Today's problem is the gap of an ideal tetrahedral amorphous carbon network in the model of Weaire and Thorpe (1971).

Statement. Each of N atoms has four neighbours and four orthonormal sp³ hybrids, whose energy is our zero. V1 couples hybrids on one atom, and V2 the two hybrids of a bond. Assumed inputs: V1 = −2.1 eV and V2 = −6.9 eV, chosen to put the lower bound near diamond's typical 5.5 eV gap; and a labelling of the atoms by ±1 that leaves a fraction f = 0.10 of bonds joining like signs. Four electrons per atom fill 2N of the 4N orbitals. Find (a) the band limits and guaranteed gap, (b) a ceiling on the gap, (c) the guarantee when bonds stretch by up to an assumed 3 %, with Harrison's scaling V2 ∝ 1/d² assumed and V1 fixed.

Solution. Let a, a′ be the amplitudes on bond ij and Si the sum of amplitudes on atom i:
(E + V1)a − V2a′ = V1Si, (E + V1)a′ − V2a = V1Sj.
Solve for a and sum over the four bonds of i. Then Σj Sj = εSi, with
E = V1 ± √(4V1² + V2² + V1V2ε).
Here ε is an eigenvalue of the adjacency matrix, and four neighbours imply |ε| ≤ 4. States with all Si = 0 are pure p and lie at E = |V1| ∓ |V2|; counting them with the roots they replace at ε = ±4, each level adds N states to the two branches of N states each.

(a) Since |V2| > 2|V1| = 4.2 eV, the lower branch lies within −3|V1| − |V2| = −13.2 eV and |V1| − |V2| = −4.8 eV, the upper within |V2| − 3|V1| = 0.6 eV and |V1| + |V2| = 9.0 eV. Lower branch plus bonding p level hold 2N states, so Eg ≥ 2|V2| − 4|V1| = 5.4 eV.

Question: Is that bound reached?
The valence edge always is, by the p level. The conduction edge needs ε = −4, an alternating S, which a finite connected network admits exactly when it has no odd ring. In an infinite one, arbitrarily large even-ring patches give a thin tail down to it.

(b) Use the ±1 labels as a trial vector. Over 2N bonds the Rayleigh quotient is −4(1 − 2f), so εmin ≤ −3.2. The radicand is 65.25 eV² − 3.2 × 14.49 eV² = 18.88 eV², with root 4.35 eV. The conduction edge is at most 2.25 eV, and the model's gap lies between 5.4 eV and about 7.0 eV.

(c) The V1 term has eigenvalues 3V1 and −V1; the bond term has 2N eigenvalues at or below −|V2|min and 2N at or above +|V2|min. Weyl's inequalities give Eg ≥ 2|V2|min − 4|V1|. With |V2|min = 6.9 eV/1.03² = 6.50 eV this is 4.6 eV, a loss of 0.8 eV against an odd-ring gain of at most 1.6 eV.

Question: What if |V2| < 2|V1|?
The guaranteed gap, 4|V1| − 2|V2|, then lies above the N s-like states. At half filling the gap is √(4V1² + V2² + V1V2εmin) − 2|V1| + |V2| in either regime. Here it vanishes when εmin = −4 and survives otherwise, so topology decides.

Question: And amorphous silicon?
Assume V1 = −1.8 eV and V2 = −4.4 eV, chosen to land near the typical 1.7 eV of hydrogenated films. The model's bound is 1.6 eV, falling to 1.1 eV under the same stretch.

Question: Do real carbon films show 5.4 eV?
No. These are the model's σ–σ* numbers. The typical optical gap is about 2.5 eV, so the model is two to three times too high. Threefold sp² sites break the premise of four hybrids in four bonds, and their π and π* states fall inside the σ gap.